The crystal in this problem is a stack of flat layers, alternately all titanium and all aluminium. Each atom touches six atoms of its own kind within its layer and six of the other kind, three above and three below. The axial ratio $x$ is the height-to-width ratio $c/a$ of the cell divided by its starting value. It is changed at fixed volume, so a flatter crystal is also a wider one. The energy change is counted from the starting cell, and a negative pressure means that the crystal would like to shrink.

TiAl (P-6m2, 2 atoms per cell, starting a = 2.867 Å, c = 4.678 Å, not relaxed at this level), with c/a varied at fixed volume and fractional coordinates. Ansatz 0.2.0, scalar-relativistic plane-wave PAW, PBEsol, no spin polarisation, cutoff 420 eV, k mesh 21×21×12, Gaussian smearing 0.15 eV. Energies are free energies relative to the starting cell; pressure is positive in compression.

| axial ratio (over its starting value) | energy change (meV/atom) | pressure (GPa) |
| --- | --- | --- |
| 0.8 | 178.8 | 1.92 |
| 0.85 | 94.6 | 0.36 |
| 0.92 | 22.3 | -1.47 |
| 0.96 | 3.6 | -2.26 |
| 1 | 0.0 | -2.83 |
| 1.05 | 17.0 | -3.11 |
| 1.1 | 58.2 | -2.84 |
| 1.2 | 206.1 | -0.89 |
| 1.3 | 413.2 | 2.47 |

**(a) What does a change of shape cost, and is it dearer to flatten the crystal or to stretch it?**

*Solution.* Changing the ratio by about a tenth costs tens of meV per atom, and changing it by two or three tenths costs hundreds. Stretching is dearer: 206 meV/atom at $x=1.2$ against 179 at $x=0.8$. The contrast is stronger than it looks, because a ratio is fairly measured by its logarithm, and on that scale 1.2 is the smaller step.

**(b) Is the starting cell the best shape on this path?**

*Solution.* Not quite. The step to 1.05 costs almost five times as much as the step to 0.96, whereas a parabola in $\ln x$ centred on the start would give a factor of only 1.4. The stresses of the same calculations settle the matter: the difference between the stress along the axis and that across it, which is proportional to the slope of the energy, vanishes at $x\approx0.99$.

Symmetry doesn't forbid this. The crystal stays hexagonal all along the path, and no value of $c/a$ is singled out, not even the ideal 1.633 of packed spheres. The stress difference falls from each point to the next, so the scan shows no sign of a second minimum.

**(c) Why does the energy rise in both directions?**

*Solution.* At fixed volume the in-plane contact $a$ varies as $x^{-1/3}$ and the height $c$ as $x^{2/3}$. The Ti–Al contact $d$ between layers follows from

$$d^2=\frac{a^2}{3}+\frac{c^2}{4}.$$

Near the ideal shape the first term makes up one third of $d^2$ and the second two thirds. A small change $\delta$ of $\ln x$ therefore changes $a$ by the fraction $-\delta/3$ and $d$ by $+\delta/3$. Six contacts shorten while six lengthen by the same fraction. If all of them pull about alike, gain and loss cancel to first order, and what remains grows with the square of the changes. For contacts that resist a change of length like springs, that remainder is a cost.

**(d) Estimate the cost at $x=1.3$ from the cost at $x=0.8$.**

*Solution.* Treat all twelve contacts as equally stiff springs, at rest in the stress-balanced shape of part (b). (The crystal is in fact under tension there, which this model leaves out.) The cost then follows the sum of the squared changes in length. In per cent, these are $+7.33$ in the plane and $-5.74$ between layers at 0.8, and $-8.71$ and $+11.1$ at 1.3. The squares add up to 86.7 and 199, and the starting cell itself has 0.3, which is subtracted from both:

$$178.8\times\frac{199-0.3}{86.7-0.3}\approx 411\ \text{meV/atom}.$$

The calculation gives 413, a value that the estimate didn't use. A cost proportional to the square of the logarithmic step, counted from the same balanced shape, would give only 297. In this model the extra cost of stretching comes out of geometry: the Ti–Al contact lengthens more on stretching than it shortens on flattening, by 7.4 % already at 1.2, a smaller logarithmic step than the one to 0.8. How much of the cost counts as extra depends on the yardstick, though: a cost quadratic in $x$ itself would overshoot at 1.3.

The agreement at 1.3 flatters the model, which is more than 6 % too low at 1.1 and 1.2. It shows that geometry can give an asymmetry of the right size; it doesn't prove that this is the whole cause, and part (e) shows that the contacts are not really equal springs. The output below carries the estimate, scaled to the row at 0.8, through the whole scan.

**(e) Do the springs also explain the pressure?**

*Solution.* No, and the failure is instructive. At both ends of the scan the contacts lengthen more than they shorten, so equal springs would pull the crystal inwards. The calculated pressure does the opposite: from −2.8 GPa at the start it rises to +1.9 GPa at $x=0.8$ and, after a slight dip at 1.05, to +2.5 GPa at $x=1.3$.

The stresses point to the cause, as far as a picture of nearest contacts holds. In that picture only the Ti–Al contacts carry the stress along the axis. It changes by 4.6 GPa from $x=0.85$ to 0.8, where the contact shortens by 0.04 Å, but by only 3.6 GPa from 1.2 to 1.3, where it lengthens by 0.11 Å. The steady fall of the pressure from 0.96 to 1.05, which equal springs wouldn't give, suggests besides that the Ti–Al contacts are the stiffer ones near the minimum. So the atoms repel ever more steeply as they are squeezed, while a stretched contact pulls less than a spring would. With one set squeezed and one stretched, these two departures partly cancel in the energy, which helps the estimate of part (d), but they add up in the pressure. The short contacts then win, and a strongly deformed crystal wants more room than the starting cell does. If each shape could choose its own volume, every energy would fall, that of the start included, and the differences in the table would shift.

**(f) Which digits can be trusted?**

*Solution.* Extrapolating to zero smearing moves the energies by up to 1.8 meV/atom. That hardly touches the costs of hundreds of meV, but it turns the 3.6 at $x=0.96$ into 4.2. The PAW datasets, made for PBE but used here with PBEsol, add an error that this scan can't size. Neither the cutoff nor the k mesh was varied, and the mesh keeps its number of points while the cell changes shape.

The minimum is also one along this path only. The known ground state of TiAl is a different ordered structure, L1₀, and a scan that keeps the hexagonal symmetry can't show whether the crystal would resist other distortions.

Numerical output:

```
Cost at ratio 1.2 over cost at 0.8: 1.153
Size of the logarithmic step to 0.8: 0.2231
Size of the logarithmic step to 1.2: 0.1823
Cost at ratio 1.05 over cost at 0.96: 4.722
Same ratio if the minimum lay at 1 and the cost were quadratic in the logarithm: 1.428
Axial ratio where the stress difference vanishes: 0.9891
c/a of the starting cell: 1.632
c/a where the stress difference vanishes: 1.614
Ideal c/a of packed spheres: 1.633
Pressure rise from ratio 1.05 to 1.3 in GPa: 5.58
Pressure rise from ratio 1.05 to 0.8 in GPa: 5.03
Largest shift on extrapolation to zero smearing in meV/atom: 1.76
Contacts and stress:
   row  in-plane contact (A)  Ti-Al contact (A)  in-plane change (%)  Ti-Al change (%)  axial less in-plane stress (GPa)
   0.8                 3.088              2.691                 7.33            -5.742                             22.07
  0.85                 3.027              2.731                5.182            -4.346                             17.51
  0.92                 2.948              2.791                2.444            -2.232                             8.752
  0.96                 2.906              2.828                1.001           -0.9556                             3.858
   1.0                 2.867              2.865              -0.3641            0.3623                            -1.442
  1.05                 2.821              2.914               -1.971              2.06                            -8.811
   1.1                 2.777              2.964                -3.48             3.803                            -16.88
   1.2                 2.698              3.066               -6.239               7.4                            -31.78
   1.3                 2.627              3.172               -8.708              11.1                            -42.27
Cost in meV/atom scaled to the row at 0.8:
   row  computed  from contact changes  from squared logarithm  contact miss  smearing shift
   0.8     178.8                 178.8                   178.8             0           0.965
  0.85      94.6                 94.09                      91       -0.5126           0.705
  0.92      22.3                 22.12                   20.41       -0.1818           0.715
  0.96       3.6                 3.416                   3.078       -0.1841          0.5631
   1.0         0                     0                       0             0               0
  1.05        17                 16.27                   13.73       -0.7308          -1.098
   1.1      58.2                 54.43                   44.47        -3.771           -1.76
   1.2     206.1                 193.3                   148.2        -12.82          -1.505
   1.3     413.2                 411.4                   296.9        -1.823           -1.58
```
